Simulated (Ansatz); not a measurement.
**CH4BrFGe: structure from calculated spectroscopic constants**

These gas-phase data were calculated for one isomer of CH4BrFGe at PBE0-D3(BJ)/def2-SVP (harmonic, unscaled wavenumbers; equilibrium rotational constants with average atomic masses):

| Item | Value |
| --- | --- |
| rotational constants | 5.127, 1.575, 1.34 GHz |
| all wavenumbers above 1500 cm⁻¹ | 3199, 3192, 3074, 2193 |
| dipole moment | 2.89 D (PBE0/def2-TZVPD) |

Candidates:

(1) `F[CH2][GeH2][Br]`, a singlet
(2) `[CH3][Ge@H]([F])[Br]`, a singlet

Q: Which candidate do the data belong to?

A: Candidate (2). 1 mode lies between 1900 and 2250 cm⁻¹, one for each Ge–H bond, while (1) has 2.

The same quantities for all candidates:

```tsv
	rotational constants (GHz)	wavenumbers above 1500 cm⁻¹	dipole (D)	E above the lowest, PBE0-D3(BJ)/def2-SVP (kcal/mol)
(1)	8.216, 1.12, 1.005	3144, 3071, 2188, 2178	0.51	40.2
(2)	5.127, 1.575, 1.34	3199, 3192, 3074, 2193	2.89	0.0
```

Harmonic stretches to hydrogen usually lie a few per cent above observed fundamentals. Each candidate is one conformer. Programs: Ansatz 0.2.0.

The assignment rests on more than the single Ge–H stretch. The three C–H modes fit a methyl group, with a nearly degenerate antisymmetric pair above the symmetric stretch, whereas the CH2F group of (1) gives only two. Ge–H stretches lie far below C–H stretches mainly because the bond is weaker; the reduced mass is close to that of hydrogen in both.

The rotational constants agree: with both halogens on germanium the molecule is more compact, while (1) places them at opposite ends of a longer, more nearly prolate frame. Its small dipole probably reflects opposing C–F and Ge–Br bond dipoles, and so should depend on rotation about the C–Ge bond.

The 40.2 kcal/mol preference for (2) follows from exchanging C–F and Ge–H bonds for Ge–F and C–H bonds. Fluorine gains from the more electropositive germanium through a strongly polar bond, and hydrogen binds more strongly to carbon. None of these data can distinguish the two enantiomers of (2).
